# Why a retracting film edge follows $t^{2/5}$

A thin silicon film on oxide does not wet its substrate. Heated well below the melting point, it pulls back from any edge, and the material piles up in a rim. I will derive how far a straight edge retracts, first by scaling and then with prefactors and corrections. I then find where the law ends and put in numbers for a 20 nm silicon-on-insulator film at 1100 K.

## Premises

1. The edge is straight along $z$, and the profile $h(x,t)$ does not depend on $z$. The film lies at $x > x_c(t)$ and has thickness $H$ far away. At $t=0$ it is a uniform slab ending at $x=0$.
2. The surface energy $\gamma$ is isotropic, and the surface is rough, so adatoms are in local equilibrium with it everywhere.
3. Matter moves only by diffusion along the free surface. There is no evaporation, no bulk or interface diffusion and no reaction with the substrate.
4. The substrate is flat and rigid. The contact line is mobile enough to hold Young's angle $\theta$, measured inside the film, at all times.
5. The film is free of stress.

## Step 1: the Mullins equation

Let $\sigma$ be arc length along the surface and $K$ the curvature, positive where the solid bulges outward. Adding an atom of volume $\Omega$ to such a surface increases its area by $\Omega K$, so the chemical potential is $\mu = \mu_0 + \gamma\Omega K$. With $\nu$ mobile atoms per unit area and diffusivity $D_s$, the Einstein relation gives an atom flux $-(D_s\nu/kT)\,\partial_\sigma\mu$ per unit edge length. The volume flux is $\Omega$ times this, and its divergence moves the surface along the outward normal:

$$j = -B\,\partial_\sigma K,\qquad v_n = -\partial_\sigma j = B\,\partial_\sigma^2K,\qquad B=\frac{D_s\nu\gamma\Omega^2}{kT}. \tag{1}$$

This is the law of Mullins (1957). $B$ has units of length$^4$/time, and $j$ of area/time. For a single-valued profile, conservation reads $\partial_t h + \partial_x j = 0$ at any slope. For small slopes $K\simeq -h_{xx}$ and $\sigma\simeq x$, so

$$j = B h_{xxx},\qquad h_t = -B h_{xxxx}. \tag{2}$$

At the contact line $h=0$, $h_x=\alpha$ and $j=0$. The last condition holds because no atoms leave onto the oxide. In small-slope theory $\alpha=\tan\theta\simeq\theta$. Far away $h\to H$. Integrating the conservation law over $x>x_c$ gives $\frac{d}{dt}\int(h-H)\,dx = H\dot x_c$, so

$$\int_{x_c}^\infty (h-H)\,dx = H x_c. \tag{3}$$

## Step 2: the scaling argument

At fixed angle the rim has one length $R$, for its height and its width alike. Once $R\gg H$, equation (3) says $R^2\sim x_cH$. The curvature falls from about $1/R$ at the front to zero behind the rim over a distance $R$, so $j\sim B/R^2$. To advance the rim by $dx_c$, a slab of height $R$ and thickness $dx_c$ has to be taken off the front and carried over the top. Hence $R\,\dot x_c\sim B/R^2$, and

$$\dot x_c\sim \frac{B}{(x_cH)^{3/2}},\qquad x_c\sim (Bt)^{2/5}H^{-3/5},\qquad R\sim (BtH)^{1/5}.$$

The argument goes back to Brandon and Bradshaw (1966).

**Question.** The rim gains area at the rate $H\dot x_c$. Why do you not set the flux equal to that?

**Answer.** That balance would give $x_c\propto t^{1/2}$, and it is the wrong one. For a shape translating at speed $V$, conservation gives $-Vh'+j'=0$, and with $j=h=0$ at the contact line $j=Vh$. The flux over the crest is $VR$. The rim grows because it runs onto film that is already there. The rate $HV$ is smaller than $VR$ by $H/R$ and enters as a correction, which we shall compute.

## Step 3: the quasi-steady rim

Measure $h$ in units of $H$, $x$ in units of $H/\alpha$ and time in units of $H^4/(B\alpha^4)$. Call the scaled position of the contact line $s$ and the scaled time $T$. All parameters drop out: $h_T=-h_{xxxx}$, with $h=0$, $h_x=1$, $h_{xxx}=0$ at $x=s$, and $h\to1$ far away.

Define $k(T)$ by $\dot s=k^3$, and write $L=1/k$. In physical terms $L$ is the length $(B/V)^{1/3}$ in units of $H/\alpha$. Set

$$h = 1+k^{-1}U(\eta,k),\qquad \eta=k\,(x-s).$$

The chain rule turns the evolution equation, without approximation, into

$$U''''-U' = \frac{\dot k}{k^5}\,(U-\eta U')-\frac{\dot k}{k^4}\,\partial_kU, \tag{4}$$

where primes denote $\partial_\eta$. The conditions are $U(0)=-k$, $U'(0)=1$, $U'''(0)=0$, $U(\infty)=0$, and (3) becomes $s=k^{-2}\int_0^\infty U\,d\eta$. At late times $k\to0$. Expand $U=U_0+kU_1+k^2U_2+\dots$ and $\dot k=-k^6(c_0+c_1k+\dots)$. The power six is required by $s\propto k^{-2}$ and $\dot s=k^3$. The right side of (4) is then of order $k$.

At leading order $U_0''''=U_0'$. One integration from infinity gives $U_0'''=U_0$, which is $j=Vh$. The exponents are the cube roots of unity. The root $+1$ grows and is excluded. The conditions $U_0(0)=0$ and $U_0'(0)=1$ fix the other two amplitudes:

$$U_0=\frac{2}{\sqrt3}\,e^{-\eta/2}\sin\frac{\sqrt3\,\eta}{2}. \tag{5}$$

The zero-flux condition holds by itself, since $U_0'''(0)=U_0(0)=0$. The function obeys $U_0''+U_0'+U_0=0$, so $U_0''(0)=-1$, and its area is $\int U_0'''\,d\eta=-U_0''(0)=1$. Therefore $s=k^{-2}$, $\dot s=s^{-3/2}$ and $s^{5/2}=5T/2$. In physical units

$$x_c=\left(\tfrac52\right)^{2/5}(Bt)^{2/5}\left(\frac{\alpha}{H}\right)^{3/5}=1.44\,(Bt)^{2/5}\left(\frac{\alpha}{H}\right)^{3/5}. \tag{6}$$

Extrema of (5) lie where $\tan(\sqrt3\eta/2)=\sqrt3$. The crest is at $\eta_r=2\pi/3\sqrt3=1.209$ with $U_0=e^{-\eta_r/2}=0.546$. So

$$R=0.546\,\sqrt{\alpha Hx_c}=0.656\,\alpha^{4/5}(BtH)^{1/5}. \tag{7}$$

The next extremum is a minimum, at $\eta_v=4\eta_r=4.837$, with $U_0=-0.0891$. A valley forms behind the rim, and at this order its depth is $e^{-\pi/\sqrt3}=0.163$ of the rim height. The small-slope problem, its $2/5$ law and the repeated shedding of the rim were analysed by Wong, Voorhees, Miksis and Davis (2000).

**Question.** Why is there a valley at all? Diffusion usually smooths.

**Answer.** The driving force is the gradient of curvature, so the equation is of fourth order and its decaying modes oscillate. The foot of the rim on the film side is concave and has a low chemical potential. It draws atoms from the rim and also from the flat film beyond it.

## Step 4: corrections in $H/R$

The valley reaches the substrate when its depth, about $0.0891L$, equals the film thickness. That is a comparison with a term of relative order $k$, so the end of the law cannot be located without the corrections.

At order $k$, equation (4) reads $U_1''''-U_1'=-c_0(U_0-\eta U_0')$. Integrate from $\eta$ to infinity, using $\int_\eta^\infty U_0=-U_0''$ and one integration by parts:

$$U_1'''-U_1=c_0\,(\eta U_0-2U_0'').$$

At $\eta=0$ we need $U_1=-1$ and $U_1'''=0$, which gives $1=2c_0$. The value $c_0=1/2$ also follows from $s=k^{-2}$, so zero flux and mass conservation are one condition. For any $f$ with $f'''=f$ the operator $D^3-1$, with $D=d/d\eta$, maps $\eta f$ to $3f''$ and $\eta^2f$ to $6\eta f''+6f'$. The particular solution is therefore $\eta^2U_0'/12-\eta U_0/2$. Adding multiples of $U_0$ and $U_0'$ to satisfy $U_1(0)=-1$ and $U_1'(0)=0$ gives

$$U_1=\tfrac1{12}\eta^2U_0'-\tfrac12\eta U_0-U_0-U_0'. \tag{8}$$

The moments of $U_0$ follow from its Laplace transform $1/(p^2+p+1)$: $\int U_0=1$ and $\int\eta U_0=1$. With $\int\eta^2U_0'=-2\int\eta U_0$ and $\int U_0'=0$ we get $\int U_1=-\tfrac16-\tfrac12-1=-\tfrac53$. Then $s=k^{-2}-\tfrac53k^{-1}$, and $\dot k=k^3/(ds/dk)=-\tfrac12k^6/(1-\tfrac56k)$, so $c_1=5/12$.

At order $k^2$ the $\partial_kU$ term enters, and (4) gives

$$U_2''''-U_2'=\tfrac12\eta U_1'-\tfrac5{12}(U_0-\eta U_0'),\qquad U_2(0)=U_2'(0)=U_2'''(0)=0.$$

The same method, matching powers of $\eta$ from the highest down, yields

$$U_2=\frac{\eta^4U_0''}{288}-\frac{5\eta^3U_0'}{108}+\frac{\eta^2(19U_0+5U_0')}{72}+\frac{\eta\,(30U_0'-47U_0''-15U_0)}{108}-\frac{77U_0}{108},$$

which substitution confirms, and whose area is $-137/108$. Thus

$$s=L^2-\tfrac53L-\tfrac{137}{108}+O(L^{-1}),\qquad T=\int L^3\frac{ds}{dL}\,dL=\tfrac25L^5-\tfrac5{12}L^4+O(L^2). \tag{9}$$

Let $\tau=(5T/2)^{1/5}$. Then $\tau^5=L^5-\tfrac{25}{24}L^4$, which inverts to $L=\tau+\tfrac5{24}+\tfrac{25}{288}\tau^{-1}$, and

$$s=\tau^2-\tfrac54\tau-\tfrac{2417}{1728}+O(\tau^{-1}),\qquad \tfrac{2417}{1728}=1.40. \tag{10}$$

The first term is (6). The detailed initial shape of the edge acts as a shift of $T$ of order one and changes $s$ only at order $\tau^{-3}$, since $\dot s=L^{-3}$.

For the heights, take an extremum $\eta_*$ of $U_0$. There $U_0'=0$ and $U_0''=-U_0$, so $U_1=-(1+\eta_*/2)U_0$ and $U_1'=(\tfrac12-\eta_*^2/12)U_0$. The extremum shifts by $-kU_1'/U_0''$, which changes its value by $-k^2U_1'^2/2U_0''$. Collecting terms,

$$h_*=1+U_0(\eta_*)\left[L-\left(1+\frac{\eta_*}2\right)+\frac{b(\eta_*)}{L}\right],$$

$$b(\eta)=-\frac{\eta^4}{288}+\frac{19\eta^2}{72}+\frac{8\eta}{27}-\frac{77}{108}+\frac12\left(\frac12-\frac{\eta^2}{12}\right)^2 .$$

For the rim and the valley this is

$$h_r=1+0.546\,[L-1.60+0.095/L],\qquad h_v=1-0.0891\,[L-3.42+6.04/L]. \tag{11}$$

**Question.** So what exponent would I fit to a retraction curve?

**Answer.** From (10), the local exponent is $n=d\ln s/d\ln T=\tau(2\tau-\tfrac54)/5s$. It approaches $2/5$ from above, and slowly, because the correction is $5/4\tau$ and $\tau$ grows as the fifth root of time. A fit of $x_c=c_at^{2/5}-c_bt^{1/5}+c_c$ is better founded than a single power.

## Step 5: pinch-off

Setting $h_v=0$ with one, two and three terms of the bracket gives $L_p=11.2$, $14.6$ and $14.2$. The sequence settles. The expansion is not uniform in $\eta$, because $kU_1$ contains $k\eta^2/12$, but at the valley this parameter is 0.14 for $L=14.2$. From (9) the last two estimates give $T_p=2.5\times10^5$ and $2.2\times10^5$. The time is sensitive because $T\propto L^5$, and I trust it to one figure, about $2\times10^5$. With the three-term value

$$x_{c,p}\approx177\,H/\alpha,\qquad R_p\approx7.9\,H.$$

The rim then detaches as a wire and a new edge starts the cycle again. Averaged over many cycles the retraction is linear in time. At pinch-off the $5/4\tau$ correction is still 9 per cent and $n=0.42$. The pure law (6) is never reached closely before it ends.

## Step 6: finite contact angle

**Question.** Silicon on oxide has a large contact angle. What is left of a small-slope theory?

**Answer.** The exponents survive, and I can give the first correction to the prefactor. Let $\phi(\sigma)$ be the inclination of the surface, so $K=-\phi_\sigma$ and $h_\sigma=\sin\phi$. The relation $j=Vh$ holds at any slope and reads $B\phi_{\sigma\sigma}=Vh$. In units of $\ell=(B/V)^{1/3}$,

$$\phi'''=\sin\phi,\qquad \phi(0)=\theta,\quad \phi''(0)=0,\quad \phi(\infty)=0,$$

with primes now for arc length and $h=\ell\phi''$. Only $\theta$ remains, so the rim area is $a(\theta)\ell^2$ with $a=\int h\,dx/\ell^2=\int_0^\infty\phi''\cos\phi\,d\sigma$. Mass balance, $a\ell^2=Hx_c$, together with $V=B/\ell^3$ reproduces (6) with $\alpha$ replaced by $a(\theta)$.

Expand $\phi=\theta\phi_1+\theta^3\phi_3$. The first term is $\phi_1=U_0'$, which has $\phi_1(0)=1$, $\phi_1'(0)=-1$ and $\phi_1''(0)=0$. The next obeys $\phi_3'''-\phi_3=-\phi_1^3/6$ with $\phi_3(0)=\phi_3''(0)=0$. Multiply by $e^{-\sigma}$ and integrate. For a decaying solution the left side reduces to $-\phi_3'(0)$, so $\phi_3'(0)=\tfrac16\int e^{-\sigma}\phi_1^3=\tfrac16\cdot\tfrac{19}{91}=\tfrac{19}{546}$. The cubic term of the area is $\int\phi_3''-\tfrac12\int\phi_1''\phi_1^2$. The first integral is $-\phi_3'(0)$. The second term, by parts, has $\tfrac12\int\phi_1''\phi_1^2=\tfrac12-\int\phi_1'^2\phi_1=\tfrac12-\tfrac49=\tfrac1{18}$. Hence

$$a(\theta)=\theta\left[1-\tfrac{74}{819}\theta^2+O(\theta^4)\right],\qquad \tfrac{74}{819}=0.0904. \tag{12}$$

The effective slope is somewhat below $\theta$ in radians, and $\tan\theta$ is the wrong extrapolation. The rim height has its own correction. The source $\phi_1^3$ is a sum of damped sinusoids, so $\phi_3$ is elementary. At the crest $h$ is stationary, so only $\phi_3''(\eta_r)$ matters, and it equals $U_0\,[\tfrac1{84}-\tfrac{19}{364}-\tfrac{6}{364}U_0^2]$ with $U_0=0.546$. This gives $R=0.546\,\theta\ell\,(1-0.045\,\theta^2)$.

## Range of validity

**Time window.** The law needs $\tau\gg1$, meaning a rim several times thicker than the film. For $T\lesssim1$ the only length is $(Bt)^{1/4}$, and the edge merely rounds off. The window closes at $T_p$.

**Angle.** The leading law holds at any angle below $90^\circ$ by the argument of Step 6. The corrections (10) and (11) and the pinch-off point were derived for small slopes only.

**Straightness.** The treatment is two-dimensional. A rim is a wire-like body and can become unstable along its length. Once it breaks into fingers, matter escapes sideways, (3) fails, and the rim stops thickening.

**Isotropy.** On a facet there are no kinks to hold local equilibrium, and a rim can thicken only by nucleating new layers on its top. Suppose nucleation is so slow that the rim height $R_0$ stays fixed. Then the width is $w=Hx_c/(R_0-H)$, a fixed chemical potential difference drives a flux proportional to $1/w$, and $R_0\dot x_c\propto1/x_c$ gives $x_c\propto t^{1/2}$. A flat facet also resists the shallow curvature that a valley needs.

**Other channels.** Evaporation, loss of silicon as SiO by reaction with the oxide, a residual oxide skin that blocks diffusion, and pinning of the contact line each break a premise.

## Illustration: 20 nm of silicon on oxide at 1100 K

The inputs, typical or assumed as marked, are these:

- lattice parameter 0.5431 nm (typical, room temperature), so $\Omega=(0.5431\ \mathrm{nm})^3/8=0.0200$ nm$^3$;
- $\gamma=1.4$ J/m$^2$ (typical orientation average);
- $\theta=73^\circ$ (typical for Si on SiO$_2$);
- $D_s\nu=1\times10^7$ s$^{-1}$ (assumed).

The last input is uncertain by an order of magnitude or more. I chose it so that the edge moves about a micrometre in an hour, the typical scale for stable straight edges of such films near this temperature. The distances below therefore test nothing. Thermal expansion is negligible beside this. The compiled coefficient of $2.6\times10^{-6}$ K$^{-1}$ at 293 K (Kaye and Laby Online), held constant up to 1100 K, changes $\Omega$ by 0.6 per cent.

With $kT=1.52\times10^{-20}$ J, $B=3.7\times10^5$ nm$^4$/s. The angle is 1.274 rad, the cubic term in (12) is 15 per cent, and $a=1.09$. I have not computed the next term. If the series fell geometrically it would be about 2 per cent. Using $\tan\theta=3.27$ instead would inflate the distance by a factor 1.9. The model sets $\alpha=1.09$ throughout, which is justified for the leading term and borrowed for the corrections. The units are $H/\alpha=18.3$ nm and $H^4/(B\alpha^4)=0.306$ s.

| time | $\tau$ | $x_c$ from (6), µm | $x_c$ from (10), µm | $n$ | rim, nm | valley, nm |
|---|---|---|---|---|---|---|
| 10 min | 5.47 | 0.55 | 0.40 | 0.49 | 65 | 14 |
| 1 h | 7.83 | 1.1 | 0.92 | 0.45 | 91 | 10 |
| 10 h | 12.4 | 2.8 | 2.5 | 0.43 | 140 | 3 |

After one hour the corrections lower the distance by 18 per cent, which is also the size of the part borrowed from small-slope theory. The finite-angle crest formula puts the leading rim height 8 per cent above the value obtained with $\alpha=1.09$. A tenfold change of $B$ changes the leading distance by a factor 2.5. The model pinches off after about 18 h, at 3.3 µm, with a rim of 0.16 µm. These last figures do not depend on $B$, except for the time.

**Question.** Could film stress compete with capillarity here?

**Answer.** Compare energy densities, since both enter $\mu$ multiplied by $\Omega$. The curvature at the contact line is $\alpha^2/(HL)$ because $U_0''(0)=-1$. After one hour $L=8.05$, and $\gamma K=10$ MPa. The compiled elastic constants (Oses 2018, temperature not stated), $C_{11}=165.64$ GPa and $C_{12}=63.94$ GPa, give a biaxial modulus for a (001) film of $M=C_{11}+C_{12}-2C_{12}^2/C_{11}=180$ GPa. The elastic energy density $M\epsilon^2$ matches $\gamma K$ at $\epsilon=0.8$ per cent. An ordinary film is held by a silicon handle wafer that expands as it does, so its strain is far smaller. A deliberately strained film near that level violates premise 5.

**Question.** How much of the table should I expect to see on a real wafer?

**Answer.** The table is the model's. As typical knowledge, rims on Si(001) films are faceted at this temperature. Edges along $\langle110\rangle$ stay straight and slow down as the rim grows, with apparent exponents roughly between $1/3$ and $1/2$, a range that contains the model's values but cannot single out its mechanism. Such edges typically show little or no valley, so the model overstates the valley depth by most of its size, and its pinch-off at 18 h should not be expected. Edges along $\langle100\rangle$ typically break into fingers early and then advance at constant speed, so the model increasingly understates their travel. What carries over to a straight, clean edge is the mass balance (3), the transport balance $j=Vh$, and the slowing that follows when one growing length controls both the curvature and the diffusion path.